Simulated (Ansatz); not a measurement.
ZrH: the change of pressure and energy less free atoms with volume scale

Periodic Kohn-Sham DFT of a crystal at fixed atoms, scaled to volume_scale times the given cell; pressure positive in compression, energy less spherical unpolarised free atoms, largest_vzz the field gradient of largest size among the nuclei. The results are calculated, by Ansatz 0.2.0.

The cell before it is scaled or strained (space group P4_2/mmc, No. 131):
```
CELL_PARAMETERS angstrom
3.24280 0.00000 0.00000
0.00000 3.24280 0.00000
0.00000 0.00000 4.94800
ATOMIC_POSITIONS crystal
Zr 0.00000 0.50000 0.00000
Zr 0.50000 0.00000 0.50000
H 0.00000 0.00000 0.75000
H 0.00000 0.00000 0.25000
```

Settings of every row: method all-electron LAPW; functional PBEsol; relativity scalar; k mesh 9x9x6; filling fermi-dirac; smearing width 0.02 eV; basis error target 0.5 meV/atom; nucleus gaussian.

Atom start moment: 0 on all atoms.

| row | volume scale | V (Å³/atom) | pressure (GPa) | energy less free atoms (eV/atom) |
| --- | --- | --- | --- | --- |
| 1 | 0.94 | 12.228 | 5.289 | -6.0926 |
| 2 | 0.98 | 12.748 | -0.175 | -6.1006 |
| 3 | 1 | 13.008 | -2.556 | -6.0984 |
| 4 | 1.01 | 13.138 | -3.665 | -6.0959 |
| 5 | 1.04 | 13.528 | ? | ? |

Question: what pressure and energy less free atoms should row 5 give?

Worked fit of pressure. Take u = (V_r/V)^(2/3) − 1 with V_r = 12.878 Å³ an atom, which is twice the finite (Eulerian) strain; such expansions in the strain, on which the Birch-Murnaghan equation of state is built, carry the rest volume and the bulk modulus. The shown rows have u = 0.03513, 0.00679, -0.00667, -0.01324. Least squares give pressure = −1.3932 + 176.722 × u + 384.12 × u² GPa; a straight line predicts inner rows, each left out in turn, worse (root mean square 0.13 against 0.0029 GPa). The rows lie off it by 0.000, 0.001, -0.001, 0.001. The pressure vanishes at u = 0.0078, or V = 12.73 Å³ an atom, and there the bulk modulus at fixed shape and fractions is B = −V dP/dV = (2/3)(1 + u) dP/du = 123 GPa. Letting shape and atoms relax would as a rule lower it, by much in layered, chain or molecular crystals. The withheld row has u = -0.03229, so the fit gives −1.3932 + 176.722 × (-0.03229) + 384.12 × (-0.03229)² = -6.699 GPa.

The calculation gave -6.69 GPa. The fit lies 0.009 GPa (0.075 % of the column's range) below it; its largest miss of a shown row is 0.001 GPa. This row lies beyond the range of the fit.

Worked fit of energy less free atoms. Take u = (V_r/V)^(2/3) − 1 with V_r = 12.878 Å³ an atom, which is twice the finite (Eulerian) strain; such expansions in the strain, on which the Birch-Murnaghan equation of state is built, carry the rest volume and the bulk modulus. The shown rows have u = 0.03513, 0.00679, -0.00667, -0.01324. Least squares give energy less free atoms = −6.09997 − 0.1657 × u + 10.69 × u² eV/atom; a straight line predicts inner rows, each left out in turn, worse (root mean square 0.0037 against 2.2e-05 eV/atom). All shown rows lie on it to the printed digit. The withheld row has u = -0.03229, so the fit gives −6.09997 − 0.1657 × (-0.03229) + 10.69 × (-0.03229)² = -6.0835 eV/atom.

The calculation gave -6.0832 eV/atom. The fit lies 0.0003 eV/atom (1.7 % of the column's range) below it; its largest miss of a shown row is 0.0000 eV/atom. This row lies beyond the range of the fit.
